A film of cubic NaSnF₃ is clamped to a substrate that shortens or stretches its two in-plane axes, while the axis normal to the film is free. Use the table to explain how the band gap responds, and how far the answer depends on the functional.

Cubic perovskite NaSnF3 (Pm-3m, a = 4.633 Å) under equal strain along x and y, computed with Ansatz 0.2.0 (plane-wave PAW DFT, no spin polarisation). All geometries, including the free z axis, are relaxed with r2SCAN; changes and energy rises are relative to the unstrained cell with the same functional. The k mesh is 4×4×4 for HSE06 and 6×6×6 for PBE and r2SCAN.

```
functional  strain (%)  band gap (eV)  band gap change (eV)  least direct gap change (eV)  energy rise per atom (meV)
     HSE06          -4          0.894                -0.666                        -0.670                        30.9
     HSE06           3          1.777                 0.217                         0.118                         5.7
       PBE          -4          0.273                -0.587                        -0.610                        37.1
       PBE           3          1.056                 0.196                         0.083                         1.6
    r2SCAN          -4          0.471                -0.646                        -0.650                        24.2
    r2SCAN           3          1.321                 0.204                         0.089                        10.7
```

### 1. Which strain changes the gap more?

**Answer.** Compression does. At −4 % the gap shrinks by about 0.6 to 0.7 eV, whereas at +3 % it grows by only about 0.2 eV. The strains differ in size, but a factor of 4/3 is far too small to account for a threefold effect.

### 2. Why does compression narrow the gap?

**Answer.** The highest filled state is an antibonding mixture of Sn 5s and F 2p. Four of the six Sn–F bonds shorten, and by more than the two along the normal lengthen. The overlap therefore grows and pushes this state up towards the empty levels. The empty levels move too, but the narrowing shows that the filled edge gains on them.

*Remark on the reasoning.* Symmetry decides where this mixing can occur, and the upper of the two mixtures is the antibonding one. At Γ all Sn 5s orbitals have the same sign, so their overlaps with the two opposite lobes of a F 2p orbital between them cancel. At R neighbouring Sn atoms alternate in sign and the overlaps add. The HSE06 levels of the unstrained cell fit this: the top valence band lies 5.8 eV higher at R than at Γ. The same argument serves other cubic halide perovskites whose metal keeps an s² pair.

### 3. Why is tension so much weaker?

**Answer.** A constant slope with volume does not explain it. If the r2SCAN gap followed volume with the slope found at +3 %, it would shrink by 0.25 eV at −4 %; the calculation gives 0.646 eV. The cell also changes shape, and that has an effect of its own.

In the cube, HSE06 and r2SCAN put the lowest empty level at X. This label stands for three equivalent points in reciprocal space, one along each axis. Strain makes one axis differ from the other two, and the level at the point along a longer axis comes to lie lower. A likely reason is that the Sn 5p orbital along that axis contributes to this level and is pushed up less by fluorine when the bonds are longer. The lowest empty level therefore drops below the average for either sign of strain. This adds to the narrowing under compression and works against the widening under tension.

The drop is also unequal. Under compression a single state, along the lengthened normal, moves down against two; under tension two move down against one. To first order the change of shape leaves the average in place, so the single state falls by two thirds of the splitting and the pair by only one third.

*Remark on the reasoning.* The orbital character of the empty levels was not computed, but symmetry allows Sn 5p to contribute at X. At Γ the three 5p orbitals are degenerate, whereas the lowest empty HSE06 level there is single, so it cannot be Sn 5p. The position of the conduction edge in reciprocal space supports the splitting at X. At −4 % it lies along the normal in PBE and r2SCAN, and at +3 % it lies in the plane with all three functionals. Ordinary curvature of the gap with volume may contribute too, and two strains cannot separate the two causes.

### 4. Does the gap change depend on the functional?

**Answer.** Only weakly, compared with the gap itself. The unstrained gaps range from 0.86 eV (PBE) to 1.56 eV (HSE06), a spread of 0.70 eV. The changes at −4 % spread by only 0.08 eV, and those at +3 % by 0.02 eV. The functional mainly sets the starting point, and strain then moves the gap by a similar amount.

*Remark on the reasoning.* Compare changes in eV, not in per cent: the −4 % strain removes 43 % of the HSE06 gap but 68 % of the PBE gap. PBE also starts with its conduction edge at Γ, the others at X, which makes its change under compression look smaller. Its least direct gap, free of that switch, still changes least, so the switch is not the whole difference.

### 5. Why, then, do the energy rises differ so much?

**Answer.** Again the starting point differs. All cells have the r2SCAN geometry, in which PBE finds a pressure $P$ of 1.63 GPa even without strain. Changing the volume by $\Delta V$ then costs $-P\,\Delta V$ on top of the elastic energy. At −4 % strain $\Delta V$ is −1.17 Å³ an atom, and 160.2 GPa equal 1 eV/Å³:

$$-P\,\Delta V=\frac{1.63}{160.2}\times1.17\ \text{eV}\approx 11.9\ \text{meV}$$

Added to the elastic part from r2SCAN, 24.1 meV, this gives 36.0 meV an atom; PBE itself gives 37.1 meV. The strained PBE and HSE06 energies did not enter the estimate. It stays within about 1 meV for all of them, as the output below shows. The HSE06 runs carry a warning that their stress is loosely converged, so the HSE06 pressure is less certain than the others. For PBE at +3 % the two terms nearly cancel, so a small miss is large relative to the 1.6 meV rise.

### 6. What would change if PBE relaxed its own cell?

**Answer.** The pressure term would vanish, and the energy rise at −4 % should come close to that of r2SCAN. The positive pressure means that PBE prefers a larger cell. By the argument of question 2, its unstrained gap would then be wider.

### 7. Which digits can be trusted?

**Answer.** For the changes, the first decimal in eV, and at −4 % even that only to within one unit, since the functionals spread by 0.08 eV there. An error common to all three, such as the missing spin–orbit coupling, would not show in this spread. For the gap itself, not even the first decimal is common to the three, and PBE and r2SCAN usually give gaps that are too small. A real crystal may differ further, because sodium is too small for its site here and such cells tend to tilt their octahedra, which alters the gap.

Output of the analysis:

```
Gaps:
     row  unstrained gap (eV)  change in % of it  change per % of volume (eV)  r2SCAN change less own (eV)  gap change less direct change (eV)
   HSE06                 1.56             -42.69                       0.1129                         0.02                               0.004
   HSE06                 1.56              13.91                      0.04457                       -0.013                               0.099
     PBE                 0.86             -68.26                      0.09955                       -0.059                               0.023
     PBE                 0.86              22.79                      0.04026                        0.008                               0.113
  r2SCAN                1.117             -57.83                       0.1096                            0                               0.004
  r2SCAN                1.117              18.26                       0.0419                            0                               0.115
Energy in meV an atom:
     row  pressure term  rise without it  estimate from r2SCAN  estimate less computed
   HSE06          6.466            24.43                 30.53                 -0.3736
   HSE06         -5.338            11.04                 5.477                 -0.2231
     PBE           11.9             25.2                 35.96                   -1.14
     PBE         -9.825            11.42                0.9906                 -0.6094
  r2SCAN         0.1395            24.06                  24.2                       0
  r2SCAN        -0.1151            10.82                  10.7                       0
Volume change at -4 % strain (%): -5.897
Volume change at +3 % strain (%): 4.868
Sn-F in the plane at -4 % (angstrom): 2.224
Sn-F along the normal at -4 % (angstrom): 2.365
Sn-F in the plane at +3 % (angstrom): 2.386
Sn-F along the normal at +3 % (angstrom): 2.29
Spread of unstrained gaps between functionals (eV): 0.7
Spread of gap changes at -4 % (eV): 0.079
Spread of gap changes at +3 % (eV): 0.021
Spread of direct gap changes at -4 % (eV): 0.06
r2SCAN gap change at -4 % if the volume slope of +3 % held (eV): -0.2471
r2SCAN volume slope, compression over tension (ratio): 2.614
Top valence band, R above Gamma, unstrained HSE06 (eV): 5.839
Lowest conduction level, Gamma above X, unstrained HSE06 (eV): 0.05351
Lowest conduction level, R above X, unstrained HSE06 (eV): 1.042
r2SCAN energy rise without pressure term, -4 % over +3 % (ratio): 2.225
The same ratio for a purely quadratic energy: 1.778
```
